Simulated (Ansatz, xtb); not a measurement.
# Two isomers of C5H11PSi

Structure a is `CC1=CCP([SiH3])C1`, a singlet and structure b is `C[SiH2]P1CC=CC1`, a singlet. Both are isolated molecules in the gas phase, relaxed with r2SCAN-D4/def2-SVP, each in the lowest conformer that the search found.

a (Å):

```xyz
18

C    -0.6936   -1.9699   -2.3996
C    -0.6954   -0.5906   -1.8196
C    -0.5572    0.5496   -2.5201
C    -0.6222    1.8507   -1.7752
C    -0.9086   -0.4286   -0.3328
P    -0.6350    1.4008    0.0674
Si    1.6116    1.2800    0.3374
H     0.1170   -2.5789   -1.9622
H    -1.6367   -2.4966   -2.1704
H    -0.5630   -1.9548   -3.4914
H    -0.4346    0.5448   -3.6101
H    -1.5448    2.4121   -2.0184
H     0.2135    2.5309   -2.0214
H     2.1751    2.6649    0.3554
H     1.9047    0.6230    1.6484
H     2.2837    0.5000   -0.7510
H    -0.2442   -1.0852    0.2594
H    -1.9399   -0.7193   -0.0535
```

b (Å):

```xyz
18

C     1.7767   -0.0317    1.0731
C     0.2073   -0.8526   -2.0965
C     1.0142    0.3805   -2.3900
C     0.5691    1.5441   -1.8936
C    -0.6980    1.5145   -1.0866
P    -1.1441   -0.3189   -0.8739
Si    0.0126   -0.6940    1.0422
H     2.2506   -0.2639    2.0412
H     1.7972    1.0606    0.9346
H     2.3878   -0.4819    0.2754
H    -0.7793   -0.0721    2.1516
H     0.0267   -2.1772    1.2529
H    -0.2615   -1.2493   -3.0168
H     0.8210   -1.6804   -1.6960
H     1.9105    0.3176   -3.0190
H     1.0773    2.4961   -2.0895
H    -0.5976    2.0293   -0.1133
H    -1.5181    2.0364   -1.6149
```

Quicker runs give these differences E(b) − E(a): GFN2-xTB +46.7 kJ/mol; HF/STO-3G −18.8 kJ/mol (at GFN2-xTB geometries); r2SCAN-D4/def2-SVP//GFN2-xTB −19.8 kJ/mol.

Question: Estimate E(b) − E(a) at the level CCSD(T)/def2-SVP + ΔMP2/def2-TZVPP.

Answer: Calculated at CCSD(T)/def2-SVP + ΔMP2/def2-TZVPP: E(b) − E(a) = −24.4 kJ/mol, so structure b lies lower.

Level by level:

```tsv
level	geometry	E(b) − E(a) (kJ/mol)	departure from the last row (kJ/mol)	job, with rough time for the two
GFN2-xTB	GFN2-xTB	+46.7	+71.1	optimisation, 0.25 s
HF/STO-3G	GFN2-xTB	−18.8	+5.6	single point, 0.52 s
r2SCAN-D4/def2-SVP//GFN2-xTB	GFN2-xTB	−19.8	+4.6	single point, 5.8 s
r2SCAN-D4/def2-SVP	r2SCAN-D4/def2-SVP	−19.7	+4.7	optimisation, 54 s
HF/def2-SVP	r2SCAN-D4/def2-SVP	−14.0	+10.4	part of the CCSD(T) run
MP2/def2-SVP	r2SCAN-D4/def2-SVP	−13.6	+10.8	part of the CCSD(T) run
CCSD(T)/def2-SVP	r2SCAN-D4/def2-SVP	−12.0	+12.4	single point
CCSD(T)/def2-SVP + ΔMP2/def2-TZVPP	r2SCAN-D4/def2-SVP	−24.4		single point, 1.9 min
```

As drawn, b has 1 C–Si, 1 C–H in place of 1 C–C, 1 Si–H.

GFN2-xTB puts the two in the other order. The largest departure from CCSD(T)/def2-SVP + ΔMP2/def2-TZVPP is that of GFN2-xTB, 71.1 kJ/mol. The last row adds to CCSD(T) the change of the MP2 difference between the two basis sets, here −12.4 kJ/mol.

With thermal terms from frequencies at re-optimised GFN2-xTB minima (ideal gas, soft modes damped towards free rotors, one conformer each, 298.15 K, 1 atm): the zero-point term adds +4.4 kJ/mol; ΔH is −20.1 and ΔG −19.9 kJ/mol.

The correlated steps freeze 15 core orbitals. Run with Ansatz 0.2.0, xtb 6.7.1; the last row on 4 threads of Arm Neoverse V1 on a shared host.

The preference for b reflects where the methyl group sits: on silicon in b, on an alkene carbon in a. Moving it exchanges a C–C and an Si–H bond for a polar Si–C bond and a strong vinylic C–H bond. That gain evidently outweighs the loss of the hyperconjugative stabilisation that an alkyl group gives a double bond. The phosphorus keeps its ring and its P–Si bond, so neither ring strain nor a change in phosphorus bonding is likely to decide the order.

GFN2-xTB's reversed order is not a geometry effect, since r2SCAN-D4 gives nearly the same difference on both sets of structures; its balance of Si–C and Si–H bond energies is the probable cause. In def2-SVP, HF, MP2 and CCSD(T) lie close together, so the size of the gap depends more on the basis than on correlation. The zero-point term favours a, as expected when a soft Si–H stretch is replaced by a stiffer C–H one, but b remains lower in free energy. This ordering says nothing about how readily the isomers interconvert.
